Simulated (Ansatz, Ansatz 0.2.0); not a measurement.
# Notebook: relaxing the cell and the oxygen position of PtCoO₂

*Notes of a novice, printed with their mistakes. Don't take the settings or the reasoning as a model; a review follows at the end.*

## The measurement

PtCoO₂ is a layered metal oxide, and I want its cell and the height of its oxygen atom. The numbers come from "Nearly-free electrons in a 5d delafossite oxide metal" (2015, arXiv:1510.02439). The lattice constants a and c were obtained by powder X-ray diffraction with a Le Bail fit, on crystals grown by a metathetical reaction. The temperature is not given with the values. The oxygen coordinate z is a different matter: it is mentioned in passing in the theory part of the paper and goes back to earlier X-ray work, with no sample or temperature given with it. So the cell and z may not belong to the same crystal.

| compared with | measured | source's wording or label | method |
| --- | --- | --- | --- |
| z of O, site c | 0.114 | z of O at (0,0,z) | X-ray diffraction, earlier work |
| a (Å) | 2.82259 ± 0.00005 | 2.82259 ± 5e-05 A | powder XRD, Le Bail fit |
| c (Å) | 17.8084 ± 0.0003 | 17.8084 ± 0.0003 A | powder XRD, Le Bail fit |

Conditions are those given with the value in the passage it was taken from; "not stated" means there, and the paper may say more elsewhere. The values are a selection: others may have been left out beforehand as unlike or outlying.

## Model and target

I want to let the program relax the cell and the atoms and then compare a, c and z with the measured values. The model is the small cell with four atoms. The starting structure is from a database and was itself calculated, so it doesn't count as a measurement.

My target is a within 0.01 Å, c within 0.05 Å and z within 0.001. I chose these because they look small next to the numbers themselves. I'll use PBEsol, which I have read is good for solids, start with light settings, and stop when the numbers fit.

System: PtCoO2 (platinum cobalt oxide), delafossite; R-3m (No. 166), 4 atoms in the primitive cell; the database structure is a structure relaxed by earlier theory (a GGA or r2SCAN, not named), not a measurement: a = 2.825 Å, c = 17.818 Å; structure from the Materials Project.

## 1. PBEsol with a low cutoff

I'm taking the cutoff down to 290 eV, about what I used in a silicon tutorial. That worked well there, and a lower cutoff should make the run quicker. There are only four atoms here, so I don't expect it to matter much. I expect a and c to come out close to the measured cell.

**Run 1.** Ansatz 0.2.0: PBEsol, cell and atoms relaxed from the database structure, PAW set soft_2, cutoff 290 eV, 15x15x15 k mesh, Gaussian smearing 0.1 eV.

Key lines of the input:
```
crystal:
  # lattice and atoms
kpoints:
  mp_grid: { grid: [15, 15, 15] }
hamiltonian:
  xc: pbesol
scf:
  occupations: { method: gaussian, width: 0.1 }
output:
  forces: true
  stress: true
basis:
  ecutwfc: 290.0
relax:
  adjacent_minimum: "off"
  f_tol: 0.005
  max_steps: 60
  cell: { stress_tol: 0.03 }
```

Command:
```
ansatz run input.yaml --threads 4 --pin off --max-ram 8192MiB --backend cpu --events-out ev --progress --plain --runs-dir out
```

Selected lines of the output:
```
relax step  19: F+E_penalty+E_count = -18594.64675627 eV  [...]  max|allowed force component| = 2.166e-5 eV/Å  [...]  P = +0.000 GPa  Ω = 39.844 Å³  [...]
relax step  20: F+E_penalty+E_count = -18594.64561268 eV  [...]  max|allowed force component| = 1.595e-4 eV/Å  [...]  P = -0.010 GPa  Ω = 39.844 Å³  [...]
  cell:  # Å, volume = 39.8442 Å³
```

Converged; 2.1 min on 4 cores of Arm Neoverse N1, shared host. Warnings: cutoff_below_recommended.

| quantity | run 1 | measured | deviation |
| --- | --- | --- | --- |
| z of O, site c | 0.1126 | 0.114 | −0.0014 (−1.3 %) |
| a (Å) | 2.7984 | 2.82259 ± 0.00005 | −0.0242 (−0.9 %) |
| c (Å) | 17.626 | 17.8084 ± 0.0003 | −0.183 (−1.0 %) |

All three numbers miss my targets. The cell is too small by about one per cent in both directions, and z is too low by 0.0014. The run did converge, and the pressure at the end is nearly zero, so I think the relaxation itself went fine. There is a warning that the cutoff is below the recommended one. I'll go back to the default to get rid of it, but the pressure looks so good that I doubt the cutoff is the problem.

## 2. More smearing, because it is a metal

The title of the paper says that this is a metal, and I remember that metals need smearing. The 0.1 eV I had seems very little, so I'm taking 1 eV with the Fermi-Dirac kind, which was in an example for hot aluminium. I expect the cell to get bigger, and hopefully it will land on the measured one.

**Run 2.** Ansatz 0.2.0: PBEsol, cell and atoms relaxed from the database structure, PAW set soft_2, cutoff 420 eV (default), 15x15x15 k mesh, Fermi-Dirac smearing 1 eV.

Key lines of the input, as changed from run 1:
```diff
  scf:
-   occupations: { method: gaussian, width: 0.1 }
+   occupations: { method: fermi_dirac, width: 1.0 }
- basis:
-   ecutwfc: 290.0
  relax:
-   max_steps: 60
+   max_steps: 30
```

Selected lines of the output:
```
relax step   1: F+E_penalty+E_count = -18601.02680650 eV  [...]  max|allowed force component| = 1.104e0 eV/Å  [...]  P = +20.218 GPa  Ω = 41.036 Å³  (8 SCF iters, dr2 threshold 1.00e-7 eV [...]
relax step  10: F+E_penalty+E_count = -18601.29924967 eV  [...]  max|allowed force component| = 6.836e-5 eV/Å  [...]  P = -0.000 GPa  Ω = 44.855 Å³  [...]
relax step  11: F+E_penalty+E_count = -18601.30019165 eV  [...]  max|allowed force component| = 1.334e-4 eV/Å  [...]  P = +0.012 GPa  Ω = 44.855 Å³  [...]
  cell:  # Å, volume = 44.8549 Å³
```

Converged; 2.3 min, same machine.

| quantity | run 2 | measured | deviation |
| --- | --- | --- | --- |
| z of O, site c | 0.1093 | 0.114 | −0.0047 (−4.1 %) |
| a (Å) | 2.9053 | 2.82259 ± 0.00005 | +0.0827 (+2.9 %) |
| c (Å) | 18.409 | 17.8084 ± 0.0003 | +0.600 (+3.4 %) |

The cell did get bigger, but far too much: a is now 0.08 Å too long and c is 0.6 Å too long. z went the wrong way and is now 0.0047 too low. So 1 eV of smearing is too much for this metal, and I'm going back to 0.1 eV. The cutoff warning is gone, at least.

## 3. Starting from a larger cell

With 0.1 eV the cell came out too small, so this time I'll start from lattice vectors that are 2 % longer and let it shrink towards the measured size. I'm also loosening the thresholds to 0.2 eV/Å and 5 GPa, because the last steps of the other runs hardly changed the volume and I don't want to wait for them. I expect it to stop somewhere between the first two cells, which is where the measured one is.

**Run 3.** Ansatz 0.2.0: PBEsol, cell and atoms relaxed from the database structure, PAW set soft_2, cutoff 420 eV (default), 15x15x15 k mesh, Gaussian smearing 0.1 eV; started from lattice vectors 1.02 times the database's, thresholds 0.2 eV/A and 5 GPa.

Key lines of the input:
```
crystal:
  lattice:
    - [1.4405153156, 0.8316819052, 6.0581768916]
    - [-1.4405153156, 0.8316819052, 6.0581768916]
    - [0.0, -1.6633638105, 6.0581768916]
  # atoms
kpoints:
  mp_grid: { grid: [15, 15, 15] }
hamiltonian:
  xc: pbesol
scf:
  occupations: { method: gaussian, width: 0.1 }
output:
  forces: true
  stress: true
relax:
  adjacent_minimum: "off"
  f_tol: 0.2
  max_steps: 60
  cell: { stress_tol: 5.0 }
```

Selected lines of the output:
```
relax step   3: F+E_penalty+E_count = -18597.01577287 eV  [...]  max|allowed force component| = 1.990e-1 eV/Å  [...]  P = +0.142 GPa  Ω = 40.351 Å³  [...]
relax step   4: F+E_penalty+E_count = -18597.00586255 eV  [...]  max|allowed force component| = 1.970e-1 eV/Å  [...]  P = -0.261 GPa  Ω = 40.351 Å³  [...]
```

Converged; 48 s, same machine.

| quantity | run 3 | measured | deviation |
| --- | --- | --- | --- |
| z of O, site c | 0.1118 | 0.114 | −0.0022 (−1.9 %) |
| a (Å) | 2.8073 | 2.82259 ± 0.00005 | −0.0153 (−0.5 %) |
| c (Å) | 17.736 | 17.8084 ± 0.0003 | −0.072 (−0.4 %) |

This is much closer. a is 0.015 Å too short and c 0.07 Å too short, which is just outside my targets, and the run took only 48 s. The cell stopped between the first two, as I had hoped, so starting from a larger cell seems to have helped. The pressure is only −0.261 GPa, far below the 5 GPa I asked for, so I count this cell as relaxed. z is still 0.0022 too low.

## 4. Adding D3 for the layers

What is left is mostly in c, at least in Å, and c is the direction in which the layers are stacked. In a graphite tutorial the layers only came out right with a D3 correction, so I'm adding it to PBEsol here. I'm going back to the database cell and the normal thresholds, because that is how the tutorial did it. I expect D3 to put c right and leave a about where it is.

**Run 4.** Ansatz 0.2.0: PBEsol+D3(BJ), cell and atoms relaxed from the database structure, PAW set soft_2, cutoff 420 eV (default), 15x15x15 k mesh, Gaussian smearing 0.1 eV.

Key lines of the input, as changed from run 1:
```diff
  hamiltonian:
+   dispersion: d3bj
- basis:
-   ecutwfc: 290.0
```

Selected lines of the output:
```
relax step   8: F+E_penalty+E_count = -18598.11958089 eV  [...]  max|allowed force component| = 2.423e-4 eV/Å  [...]  P = -0.005 GPa  Ω = 39.666 Å³  [...]
  cell:  # Å, volume = 39.6662 Å³
```

Converged; 47 s on 4 cores of Arm Neoverse V2, shared host.

| quantity | run 4 | measured | deviation |
| --- | --- | --- | --- |
| z of O, site c | 0.1121 | 0.114 | −0.0019 (−1.7 %) |
| a (Å) | 2.7897 | 2.82259 ± 0.00005 | −0.0329 (−1.2 %) |
| c (Å) | 17.656 | 17.8084 ± 0.0003 | −0.152 (−0.9 %) |

D3 made things worse. c is now 0.15 Å too short and a is 0.033 Å too short, so both have moved away from the measured cell compared with the last run. I had thought a correction for the layers would push them to the right distance, but it just pulled everything together. z is hardly any different. The tutorial used PBE and not PBEsol, so I suppose D3 only works properly with PBE.

## 5. D3 again, now with PBE

I'm keeping D3 and changing the functional to PBE, so that it is the same pair as in the graphite tutorial. Everything else stays as it was. I expect c to come out right this time, and if a fits as well I'll be done.

**Run 5.** Ansatz 0.2.0: PBE+D3(BJ), cell and atoms relaxed from the database structure, PAW set soft_2, cutoff 420 eV (default), 15x15x15 k mesh, Gaussian smearing 0.1 eV.

Key lines of the input, as changed from run 4:
```diff
  hamiltonian:
-   xc: pbesol
+   xc: pbe
```

Selected lines of the output:
```
relax step   6: F+E_penalty+E_count = -18783.67716397 eV  [...]  max|allowed force component| = 1.797e-4 eV/Å  [...]  P = -0.001 GPa  Ω = 41.205 Å³  [...]
  cell:  # Å, volume = 41.2048 Å³
    - { symbol: O, position: [0.11216237441805785, 0.11216237441805785, 0.11216237441805785] }
```

Converged; 42 s, same machine. Warnings: relaxed_geometry_near_dispersion_switch.

| quantity | run 5 | measured | deviation |
| --- | --- | --- | --- |
| z of O, site c | 0.1122 | 0.114 | −0.0018 (−1.6 %) |
| a (Å) | 2.8290 | 2.82259 ± 0.00005 | +0.0065 (+0.2 %) |
| c (Å) | 17.834 | 17.8084 ± 0.0003 | +0.026 (+0.1 %) |

Now the cell fits. a is 0.0065 Å too long and c is 0.026 Å too long, and both are inside my targets. z is still 0.0018 too low, which is outside, but it has been too low in every run whatever I changed, so I don't think another setting will move it to 0.114. There is a new warning about the relaxed geometry being near a "dispersion switch". I don't know what that is, and since the run converged I'm leaving it.

Two out of three is good enough for me, so I'm stopping here and keeping PBE with D3.

## Collected results

| run | settings | z of O, site c | a (Å) | c (Å) | cost |
| --- | --- | --- | --- | --- | --- |
| 1 | PBEsol, cutoff 290 eV, Gaussian smearing 0.1 eV | 0.1126 | 2.7984 | 17.626 | 8.3 core-min |
| 2 | PBEsol, cutoff 420 eV (default), Fermi-Dirac smearing 1 eV | 0.1093 | 2.9053 | 18.409 | 9.2 core-min |
| 3 | PBEsol, cutoff 420 eV (default), Gaussian smearing 0.1 eV, started from lattice vectors 1.02 times the database's, thresholds 0.2 eV/A and 5 GPa | 0.1118 | 2.8073 | 17.736 | 3.2 core-min |
| 4 | PBEsol+D3(BJ), cutoff 420 eV (default), Gaussian smearing 0.1 eV | 0.1121 | 2.7897 | 17.656 | 3.1 core-min |
| 5 | PBE+D3(BJ), cutoff 420 eV (default), Gaussian smearing 0.1 eV | 0.1122 | 2.8290 | 17.834 | 2.8 core-min |
|  | measured | 0.114 | 2.82259 ± 0.00005 | 17.8084 ± 0.0003 |  |

## Closing entry

I'm finishing with PBE and D3. It gives a = 2.8290 Å and c = 17.834 Å, and both are within the targets I set at the start. The oxygen coordinate is not: I get 0.1122 and the measured value is 0.114. All five runs came out below it, so I conclude that this kind of calculation can't get the oxygen right in PtCoO₂, and I'll use the measured z if I need one.

What I take from this is that PBEsol is not the right functional for layered crystals, even though I had read that it is good for solids. I tried it four times with different settings and the cell never fitted. PBE with D3 fitted at the first attempt, and it took only 42 s. For the next layered oxide I'll start with the graphite settings straight away and leave the smearing at 0.1 eV.

## Reviewer's comments

Further runs made for the review:

| reviewer's run | settings | z of O, site c | a (Å) | c (Å) | cost |
| --- | --- | --- | --- | --- | --- |
| R1 | PBEsol, cutoff 420 eV (default), 15x15x15 k mesh, Gaussian smearing 0.1 eV | 0.1122 | 2.8093 | 17.710 | 5.4 core-min |
| R2 | PBE, cutoff 420 eV (default), 15x15x15 k mesh, Gaussian smearing 0.1 eV | 0.1124 | 2.8538 | 17.897 | 5.6 core-min |
| R3 | PBEsol, cutoff 420 eV (default), 21x21x21 k mesh, Gaussian smearing 0.1 eV | 0.1122 | 2.8106 | 17.698 | 8.2 core-min |
| R4 | r2SCAN, cutoff 500 eV (default), 15x15x15 k mesh, Gaussian smearing 0.1 eV | 0.1123 | 2.8216 | 17.800 | 7.3 core-min |
|  | measured | 0.114 | 2.82259 ± 0.00005 | 17.8084 ± 0.0003 |  |

The opening rightly notes that the cell and z may belong to different crystals. The targets, however, were chosen by eye, and stopping when the numbers fit rewards cancelling errors.

Run 1 borrowed silicon's cutoff and dismissed the warning. Near-zero pressure shows only balance within that poor basis. At the default cutoff, PBEsol gives a = 2.8093 Å and c = 17.710 Å (R1) for 5.4 core-minutes, so the low cutoff had shortened c by about 0.08 Å (17.626 against 17.710 Å).

In run 2, there was no sign that 0.1 eV was too little: it is an ordinary width for a metal on so dense a mesh. A width of 1 eV heats the electrons to roughly 12 000 K, too hot for any ordinary metal's structure, and makes c 0.699 Å longer than in R1. The first step's pressure of 20 GPa was a sign. Going back was right.

Runs 2 and 3 each changed several settings at once, which hid what caused what. Run 3 owes its improvement over run 1 mainly to the restored cutoff, not to the larger starting cell, which shouldn't decide the minimum. It stopped with a force of 0.197 eV/Å, so it wasn't relaxed, whatever the pressure. Its c, 0.026 Å longer than in R1, is nearer the measurement by chance.

Run 4 rightly restored the thresholds, but should have been compared with R1, not run 3. D3 then shortens a by 0.0196 Å (2.8093 to 2.7897 Å) and c by about 0.054 Å (17.710 to 17.656 Å), relatively more within the layers than across them. Unlike graphite's, these layers are joined by O–Pt–O bonds. Nor does D3 work only with PBE: its parameters are fitted for each functional, and here it shrinks a cell that PBEsol already makes too small.

Run 5 meets the cell targets because D3's contraction offsets PBE's overestimate: PBE alone gives 2.8538 and 17.897 Å (R2). Convergence doesn't answer the warning. It says that the geometry lies near a point where an atom's C6 coefficient switches and the dispersion energy changes, so a relaxation approaching from the other side might reach a different minimum. A second start from another cell, at about 3 core-minutes, is the test for that; it is not shown in this report.

The closing verdict on PBEsol rests on three flawed runs and one with D3. Sound PBEsol does miss the cell targets, and a denser mesh doesn't rescue it (2.8106 and 17.698 Å, R3), but its a is closer than plain PBE's. One compound can't condemn it for layered crystals, and neither a first-attempt fit nor 42 s recommends graphite settings for the next oxide.

The low z doesn't prove that the calculation fails. R2, R4 and R1 give 0.1122 to 0.1124, while the measured 0.114 is a passing remark about earlier X-ray work, and X-rays place oxygen poorly beside platinum. I'd question that value before adopting it, and keep the calculated z meanwhile.

In short, the match depends on the functional: sound PBEsol falls short of both cell targets and plain PBE overshoots them, while r2SCAN without a dispersion correction gives 2.8216 and 17.800 Å (R4), about 0.001 and 0.008 Å short of the measurement. That closeness shouldn't be overread: the measurement's temperature is unstated, its fit error probably understates the spread between samples, the calculation leaves out thermal motion, and the denser mesh alone moved c by about 0.01 Å for PBEsol (R1 to R3). Checks of spin-orbit coupling, of a cutoff above the default and of a smearing width below 0.1 eV are not shown in this report. The difference in z, roughly 0.03 Å in oxygen height, is not settled by these runs, but the measured value is the likelier source of it.

[Logs are printed without paths, hosts, clocks, repeated set-up lines and the standing remarks that a program may print on its own settings, such as how far it seeks lower states.]

[The runs shown are a pick from a larger set of finished runs; failed, doubtful and other runs were left out of it ahead of writing. So were measured values far from every level or from commonly accepted values, and agreement can look better than it is. Lines of input and output are excerpts and may be shortened.]
